# Image-force rounding of the tunnelling exponent

**Model.** One hole, one parabolic band of isotropic mass $m$, one coordinate, uniform field. The metal fills $x<0$, boron-doped (p-type) diamond $x>0$. In reverse bias (metal positive) holes tunnel from the metal into the valence band. Hole energies count downward from the metal Fermi level, and $\phi$ is the barrier without lowering:

$$U(x)=\phi-qFx-\frac{q^2}{16\pi\varepsilon x}.$$

The transmission is $D=e^{-G}$ with $G=2\int\kappa\,dx$, $\hbar\kappa=\sqrt{2mU}$ at the Fermi level. "Exact" below refers to this WKB integral; the order-one prefactor of $D$ is dropped.

## 1. Scaling

$U'=0$ gives $x_m=\sqrt{q/16\pi\varepsilon F}$ and $U(x_m)=\phi-\Delta\phi$, with $\Delta\phi=\sqrt{q^3F/4\pi\varepsilon}$. Put $x=\ell\xi$, $\ell=\phi/qF$, $y=\Delta\phi/\phi<1$:

$$u=\frac U\phi=1-\xi-\frac{y^2}{4\xi}=\frac{(\xi_+-\xi)(\xi-\xi_-)}{\xi},\qquad \xi_\pm=\frac{1\pm a}{2},\quad a=\sqrt{1-y^2}.$$

For $y=0$, $\int_0^1\sqrt{1-\xi}\,d\xi=2/3$. Hence

$$G=G_0\,v(y),\qquad G_0=\frac{4\sqrt{2m}\,\phi^{3/2}}{3\hbar qF},\qquad v=\frac32\int_{\xi_-}^{\xi_+}\sqrt u\,d\xi .$$

The image force enters only through $y$.

## 2. Closed form

Set $\xi=\xi_+(1-\mu\sin^2\theta)$, $\mu=1-\xi_-/\xi_+=2a/(1+a)$. Then

$$v=3\xi_+^{3/2}\mu^2\int_0^{\pi/2}\frac{\sin^2\theta\cos^2\theta\,d\theta}{\sqrt{1-\mu\sin^2\theta}}=\xi_+^{3/2}\left[(2-\mu)E-2(1-\mu)K\right],$$

with $K(\mu)$, $E(\mu)$ the complete elliptic integrals of parameter $\mu=k^2$. Since $\xi_+(2-\mu)=1$ and $2\xi_+(1-\mu)=1-a$, the Nordheim function is

$$\boxed{v(y)=\sqrt{\tfrac{1+a}{2}}\,\left[E(\mu)-(1-a)K(\mu)\right]},\qquad v(0)=1,\quad v(1)=0 .$$

## 3. Prefactor

With $k_\parallel$ conserved, a hole sees the height $H=\phi+\epsilon$, where $\epsilon$ is its energy deficit below the Fermi level plus $\hbar^2k_\parallel^2/2m$. $\Delta\phi$ does not depend on $H$, so $G\propto H^{3/2}v(\Delta\phi/H)$ and

$$\frac1d\equiv\left.\frac{dG}{dH}\right|_\phi=\frac{3G_0}{2\phi}\,t,\qquad t=v-\frac23\,y\,\frac{dv}{dy}.$$

Differentiating under the integral instead, with the same substitution:

$$t=\frac12\int_{\xi_-}^{\xi_+}\frac{d\xi}{\sqrt u}=\sqrt{\tfrac{1+a}{2}}\,E(\mu),\qquad t(0)=1,\quad t(1)=\frac{\pi}{2\sqrt2}.$$

At $T=0$, with two spins, a metal that supplies every $k_\parallel$, and $G$ linearised in $\epsilon$:

$$J=\frac{qm}{2\pi^2\hbar^3}e^{-G}\int_0^\infty\epsilon\,e^{-\epsilon/d}d\epsilon=\frac{qm\,d^2}{2\pi^2\hbar^3}e^{-G}=\frac{q^3F^2}{16\pi^2\hbar\phi\,t^2}\,e^{-vG_0}.$$

The Fowler–Nordheim prefactor is divided by $t^2$, and

$$J/J_\triangle=t^{-2}\,e^{(1-v)G_0},$$

with $J_\triangle$ the current through the triangular barrier.

## 4. The simple formula

Forbes's approximation, and the $t$ that follows from it:

$$v\approx1-y^2+\tfrac13y^2\ln y,\qquad t\approx1+\tfrac19y^2(1-\ln y).$$

It is an interpolation and differs from the series. For small $y$, $1-\mu\approx y^2/4$, $K\approx\ln(8/y)$, $E\approx1+\tfrac{y^2}{8}[\ln(8/y)-\tfrac12]$, so

$$v\simeq1-\tfrac38y^2\left[\ln(8/y)+\tfrac12\right]=1-0.967\,y^2+\tfrac38y^2\ln y .$$

The simple formula is exact at $y=0$ and $y=1$. Its slope at $y=1$ is $-1.6667$, against the exact $-\tfrac32t(1)=-1.6661$.

| $y$ | $v$ exact | $v$ simple | $t$ exact | $t$ simple |
|---|---|---|---|---|
| 0.2369 | 0.9151 | 0.9169 | 1.0145 | 1.0152 |
| 0.5 | 0.6900 | 0.6922 | 1.0439 | 1.0470 |
| 0.8 | 0.3117 | 0.3124 | 1.0832 | 1.0870 |
| 1 | 0 | 0 | 1.1107 | 1.1111 |

The correction is of order $y^2\ln y$, not $y$. The image term is large only close to the metal, so it clips a corner and leaves most of the width.

## 5. Numbers: metal on diamond, $F=5$ MV/cm

A fast carrier is screened by the high-frequency constant. In diamond the compiled static (Ioffe Institute) and high-frequency (Skelton 2020) values are both 5.7, so the choice is immaterial. Assumed: $\phi=1.5$ eV, in the range typical of oxygen-terminated surfaces, and $m=0.3\,m_e$, a typical light-hole mass.

- $\Delta\phi=0.3554$ eV, $y=0.2369$, $\ell=3.0$ nm, $x_m=0.355$ nm.
- $a=0.9715$, $\mu=0.9856$, $K=3.514$, $E=1.0218$. Turning points 0.043 and 2.957 nm.
- $G_0=13.75$, $G=12.58$, $\Delta G=G_0-G=1.17$, $d=71.7$ meV.
- $e^{\Delta G}=3.21$, $t^2=1.029$, so $J/J_\triangle=3.12$. The simple formulas give 3.04, and the small-$y$ series gives $v=0.9154$.
- A triangle of height $\phi-\Delta\phi$ would replace $v$ by $(1-y)^{3/2}=0.667$ and give an exponential factor of 98. Lowering the whole barrier is the rule for emission over the top and fails for tunnelling at the Fermi level.

## 6. Neglected terms

*Small.*

- Depletion curvature. For an assumed $N_A=10^{17}$ cm$^{-3}$ the field drops by $qN_A\ell/\varepsilon F=0.19\,\%$ across the barrier.
- Temperature. The supply $k_BT\ln(1+e^{\epsilon/k_BT})$ replaces $\epsilon$ and multiplies $J$ by $\pi p/\sin\pi p$, $p=k_BT/d<1$. At 300 K, $p=0.361$, and the factor is 1.25 with the image term and 1.24 without. It nearly cancels in the ratio.

*Comparable with the effect.*

- Short range. The inner turning point lies within a bond length of the metal, where a macroscopic $\varepsilon$ has no meaning. The region $x<0.15$ nm (assumed cutoff, about a typical C–C bond) carries 0.52 of $\Delta G=1.17$, or 45 %. Switching the image term off there leaves $e^{\Delta G}=1.9$.
- Non-parabolic decay. The Franz two-band form $\hbar^2\kappa^2=2mU(1-U/E_g)$, with the compiled gap 5.48 eV (Chen 2018), has $\phi/E_g=0.274$. It multiplies the triangular exponent by $\tfrac32\int_0^1\sqrt{s(1-s\phi/E_g)}\,ds=0.913$, a drop of 1.19, as large as the image effect. With both present the image part is $\Delta G=0.91$, $e^{\Delta G}=2.5$. The gap is indirect, so this is a rough size only.
- Barrier height. A change of 0.1 eV in $\phi$ moves $G$ by $0.1\ \text{eV}/d=1.39$, more than $\Delta G$. The model therefore fixes no absolute leakage current for a diamond diode.

Within the model $v$ and $t$ are exact and the simple formula reproduces the current ratio to 3 %. The ratio 3.1 is the model's, for the assumed $\phi$ and $m$. The two corrections above, each applied alone, put the exponential factor between about 2 and 2.5.